Whether these fifteen rows can be interpolated, so that a chosen gap or moment fixes the distance of the charges, depends on whether the series hides a change of state, and two entries look odd enough to tempt a rerun. Neither needs one. No row leaves a smooth curve by more than 1.4 times its rounding (half a unit in the last printed digit), so interpolation between 1.70 and 2.37 Å is safe within this model. Reading the first excitation as the ligand-field splitting is not safe, and neither is taking a spin-orbit constant fitted to it as a guide to the magnetism.

Ag2+ at the centre of a regular octahedron of six point charges of −1.7 e. OpenMolcas 26.06, state-averaged CASSCF (nine electrons in the five 4d orbitals) with spin-orbit state interaction (atomic mean field), ANO-RCC-VDZP, DKH2, point nucleus. The first excitation is between spin-orbit levels; χT is the powder susceptibility times temperature by Van Vleck's formula.

```
distance of the charges (Å)  first excitation (cm⁻¹)  χT at 2 K (cm3 K/mol)  χT at 50 K (cm3 K/mol)  χT at 300 K (cm3 K/mol)
                      1.700                    12700                  0.574                   0.577                    0.595
                      1.710                    12300                  0.579                   0.582                    0.600
                      1.800                     9740                  0.624                   0.628                    0.650
                      1.840                     8780                  0.645                   0.650                    0.674
                      1.870                     8130                  0.662                   0.667                    0.693
                      1.910                     7340                  0.684                   0.689                    0.718
                      1.980                     6160                  0.724                   0.730                    0.763
                      1.990                     6010                  0.729                   0.736                    0.770
                      2.030                     5440                  0.752                   0.759                    0.796
                      2.060                     5060                  0.769                   0.777                    0.816
                      2.150                     4070                  0.818                   0.827                    0.874
                      2.160                     3970                  0.823                   0.832                    0.881
                      2.180                     3790                  0.833                   0.843                    0.894
                      2.310                     2800                  0.891                   0.904                    0.972
                      2.370                     2450                  0.914                   0.928                     1.01
```

Ag2+ is 4d⁹, one hole in a full shell. Six negative charges on the axes push up the electrons of the two e orbitals that point at them, so the hole sits there: the ground term is ²E in every row, and moving the hole to a t₂ orbital costs the splitting Δ and gives ²T₂. The ground level, G8, is fourfold because two orbitals combine with two spin directions; the spin is 1/2. χT, the susceptibility times temperature in cm³ K/mol, measures the mean squared moment.

With the charges very close, Δ swamps spin-orbit coupling, the orbital moment is quenched, since angular momentum has no matrix elements inside an e pair, and χT is the spin-only 0.376. With the charges removed, the hole has J = 5/2 and χT near 1.58. The table is a piece of the road between these ends. Along it, spin-orbit coupling mixes ²T₂ into the ground level, and for a hole the borrowed orbital moment adds to the spin.

The coupling is −ζ L·S, with ζ the spin-orbit constant. It splits ²T₂ into a doublet G7 at Δ − ζ and a quartet G8 at Δ + ζ/2. Only the quartet has the symmetry of the ground level; the two are joined by a matrix element √1.5 ζ and repel, which lowers the ground level by W. The first excitation is G8 → G7:

first excitation = Δ − ζ + W

If c² is the ²E weight of the ground level and s² = 1 − c², its four components have moments of ±(c² + 3.266 cs) and ±c² Bohr magnetons (spin g taken as 2, and 3.266 = 4√(2/3) from the orbital matrix element between e and t₂). The part of χT that survives at low temperature is then

χT = (3/8) × ½ × [(c² + 3.266 cs)² + c⁴]

From 1.700 to 1.800 Å the field is strongest, and the first suspect lies here. The first excitation drops by 400 cm⁻¹ between 1.700 and 1.710 Å, while the spin-free Δ of the same two runs drops by 339. Above 10000 cm⁻¹ three figures mean ±50 cm⁻¹. The formula gives 12682 and 12348 cm⁻¹, a step of 334, and these round to the printed 12700 and 12300: one value was rounded up, the other down by almost the full margin. The step is rounding and has no physical cause.

Even here the limit of full quenching is far off. The ²E weight is about 0.98, yet χT at 2 K is 0.574, half as much again as spin-only. The moment gains through the cross term cs, which is first order in ζ/Δ (0.13 in the first row), while the weight s² is only second order. A two per cent admixture is therefore a large magnetic effect.

From 1.840 to 2.060 Å χT at 2 K climbs almost on a straight line, steepest near 2.0 Å at about 0.57 per Å. This stretch is the hardest test of the simplest model. One constant ζ, fitted by least squares to all fifteen first excitations with each run's Δ and weights from the rounding, comes out at 1661 cm⁻¹ and matches every gap to within 1.3 times its rounding. The same ζ puts χT at 2 K too low in all rows, by 2 to 4 % of the table value; in absolute size the miss is largest at 2.060 Å, where 0.028 is over fifty times the rounding. The miss is smooth, so it marks no faulty row; it shows that one ζ is doing two jobs.

The levels computed at 1.840 and 2.160 Å separate the jobs. The position of G7 gives ζ within t₂, 1738 and 1791 cm⁻¹. The lowering W gives ζ between e and t₂, 1839 and 1847 cm⁻¹. The gap contains −ζ(t₂) + W, where an error in one term can be paid for by the other, and the fitted 1661 lies below all four of these values. The moment listens almost only to the e–t₂ coupling. That the two constants differ is shown by the levels. The reason is argued: ζ weights the region near the nucleus, and the field lets e and t₂ orbitals take different radial shapes, a difference that must vanish as the charges recede. The two constants do close up, from 101 to 56 cm⁻¹ between those rows.

A straight line through those two rows, ζ(t₂) = 1843 − 0.0105 Δ, together with each run's Δ and W, reproduces all fifteen gaps within rounding. That check is partly an identity, since W comes from the calculation. The magnetic columns are a true test, nothing having been fitted to them: Van Vleck's formula on the ten model states agrees with them to about 0.001, apart from the coarsely rounded last entry at 300 K. The model tends to lie slightly high, by up to about twice the rounding at short distance, and the runs name the cause. If e and t₂ orbitals differ in radial shape, the orbital matrix element between them carries a factor k below 1, and G7 has J(J+1) = 19/4 + 4k². The runs give J = 2.498135 at 1.840 Å and 2.499447 at 2.160 Å, so k falls short of 1 by 0.0014 and 0.0004. At 1.840 Å this lowers χT at 2 K by 0.0005, the size of the remainder. That the radial shapes differ, and less so as the charges recede, is thus shown by the runs themselves.

From 2.150 to 2.370 Å the mixing is no longer weak. Second-order theory, W ≈ 1.5 ζ²/Δ, gives 357 cm⁻¹ against the computed 329 in the first row but 1565 against 991 in the last, so the two-level problem must be solved in full. The last row took no part in fixing the line for ζ(t₂). There Δ = 3269 and W = 991 cm⁻¹, so ζ(t₂) = 1843 − 0.0105 × 3269 = 1809 and the gap is 3269 − 1809 + 991 = 2451, against 2450. The upper quartet lies Δ + ζ/2 + 2W = 6155 cm⁻¹ above the lower, and s² = 991/6155 = 0.161, c² = 0.839, cs = 0.3675. The moments are 2.039 and 0.839, and χT = (3/8) × ½ × (2.039² + 0.839²) = 0.912. The exact spin g and the small temperature term add about 0.002; the table has 0.914.

The slope has meanwhile fallen to about 0.37 per Å in the unrounded values. Mixing cannot go beyond c² = 0.6, the quartet of J = 5/2, where the moments are 2.2 and 0.6 and the formula gives (3/8) × 2.6 = 0.975. The mixing itself is not yet levelling off: c² drops from 0.928 to 0.921 between 2.030 and 2.060 Å and from 0.856 to 0.839 between 2.310 and 2.370 Å, which is faster per Å. What saturates is the moment: cs grows ever more slowly as c² and s² draw together, while the spin part c² keeps shrinking in both moments. The formula therefore passes a maximum of about 1.0 near c² = 0.7 and sinks back towards 0.975, which is why the model, continued outward, flattens a shade above that end point.

The second suspect is 1.01 for χT at 300 K. It would imply a slope in temperature of 3.22 × 10⁻⁴ cm³/mol where the model has 3.10 × 10⁻⁴. The run's unrounded value is 1.006, as in the model; crossing 1 cost a decimal. The rise with temperature owes nothing to population, since the smallest gap is 11.8 times kT at 300 K. The magnetic field mixes G7 and the upper G8 into the ground level, a temperature-independent susceptibility that makes χT linear in T and grows from 0.7 × 10⁻⁴ cm³/mol in the first row as G7 descends; the share of the upper G8 does not grow, because its coupling to the ground level weakens while it comes down. The 50 K column lies on the line between 2 and 300 K within rounding in every row.

A test free of this physics agrees. Cubics of the logarithm of each column in ln R, fitted to all rows with rounding weights, leave at worst 1.4 times the rounding, in χT at 2 K at 2.310 Å, where rows are sparse.

One regularity is an accident. The first excitation falls as R^−4.94 (straight-line fit of logarithms, all rows), close to the R⁻⁵ of charges outside the d shell, but Δ itself falls as R^−4.38, its local exponent drifting from 4.16 to 4.63. The gap looks steeper because ζ(t₂) − W, 1367 down to 818 cm⁻¹, is subtracted from Δ: a tenth of it in the first row, a quarter in the last. Theory argues that the tail of the 4d density reaches past the charges and contributes less to the splitting, more so at short distance. A two-parameter Slater-type density fitted to all Δ halves the worst error relative to Δ, from 1.5 % for the power law to 0.8 %. Its parameters trade against each other, and orbital relaxation also acts on Δ, with a sign and a share that this fit does not separate.

The smoothness follows from having one hole. There is no competition between field and electron repulsion, hence none of the spin crossings of Tanabe–Sugano diagrams that d⁴ to d⁷ ions show. The two quartets repel and cannot cross, and G7 stays above the ground level down to zero field, where the gap tends to 0.6 Δ. A bend would come from temperature: extending Δ as R⁻⁵, a rough extrapolation, the gap reaches 3 kT at 300 K near 3.0 Å, where χT at 150 K departs from the line by about 0.02 and the 300 K value heads for 1.58. For Cu2+, with ζ roughly 800 cm⁻¹ as a recalled size, the same curves would hold with χT nearer spin-only at equal Δ. A tetrahedron would put ²T₂ lowest and change the pattern altogether.

The nearest real break is one the imposed geometry forbids. An octahedral ²E ion is Jahn–Teller active, and any axial distortion splits G8 into two Kramers doublets with anisotropic moments, changing χT at low temperature. The total energy falls steadily towards short distance, so no row is a bond length. Charges of −1.7 e exceed those of halide ligands and make up for missing covalency only in part, and only in Δ; delocalisation onto ligands, strong for Ag2+, would cut the orbital moment on which the whole rise rests. With no charge-transfer states, no dynamic correlation and a double-zeta basis, a distance interpolated from this table is a parameter of the model.
